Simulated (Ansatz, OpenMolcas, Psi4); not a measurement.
# SiCl (SMILES [Si]Cl): the energy, rung by rung

SiCl has 2 atoms, charge 0, and is taken as a doublet. SMILES: `[Si]Cl`. Geometry: relaxed at PBE0-D4/def2-TZVP.

```xyz
2

Si    0.8818   -0.2937    0.4521
Cl   -0.8818    0.2937   -0.4521
```

Each level gives the energy change with the Si1–Cl2 bond stretched from 2.067 to 3.721 Å (eV). The values are calculated.

| level | kind | program | value (eV) | CPU time (all runs) |
| --- | --- | --- | --- | --- |
| USVWN5/aug-cc-pVTZ | LDA | OpenMolcas | 3.55 | 1.8 min |
| UPBE/aug-cc-pVTZ | GGA | Psi4 | 3.24 | 99 s |
| UTPSS/aug-cc-pVTZ | meta-GGA | Psi4 | 3.29 | 2.2 min |
| UB3LYP/aug-cc-pVTZ | global hybrid | OpenMolcas | 3.26 | 97 s |
| U-wB97M-V/aug-cc-pVTZ | range-separated hybrid | Psi4 | 3.66 | 3.2 min |
| UDSD-PBEP86/aug-cc-pVTZ (density fitting for correlation) | double hybrid | Psi4 | 3.74 | 42 s |
| UMP3/aug-cc-pVTZ | perturbation theory | Psi4 | 3.88 | 88 s |
| UCCSD/aug-cc-pVTZ | coupled cluster or CI | Ansatz | 3.63 | 41 s |

The first shape isn't each level's own minimum. The values span 3.24 to 3.88 eV. Spin contamination of the reference (⟨S²⟩ at least 0.1 too high) touches USVWN5/aug-cc-pVTZ, UPBE/aug-cc-pVTZ, UTPSS/aug-cc-pVTZ, UB3LYP/aug-cc-pVTZ, U-wB97M-V/aug-cc-pVTZ, UCCSD/aug-cc-pVTZ. CPU times are rough (shared hosts, several kinds of processor): they show what a rung costs within a factor of a few.

Stretching the Si–Cl bond costs several electronvolts at every level, as expected for a strong, polar σ bond. The cost comes from losing the overlap between Si 3p and Cl 3p, along with the ionic stabilisation that chlorine's higher electronegativity provides near equilibrium. The unpaired electron sits mainly in a silicon π orbital and is largely a spectator. As the σ and σ* orbitals approach degeneracy, the bonding pair separates towards neutral atoms, and static correlation becomes important.

The values don't move steadily up the ladder. UPBE, UTPSS and UB3LYP cluster at 3.24 to 3.29 eV, below the LDA, while U-wB97M-V (3.66 eV) lies close to UCCSD (3.63 eV). UMP3 is highest at 3.88 eV, possibly because a finite-order expansion handles the near-degeneracy of the stretched bond less well than coupled cluster does. None of these values is a full dissociation energy, since the atoms may still interact appreciably at the stretched distance.
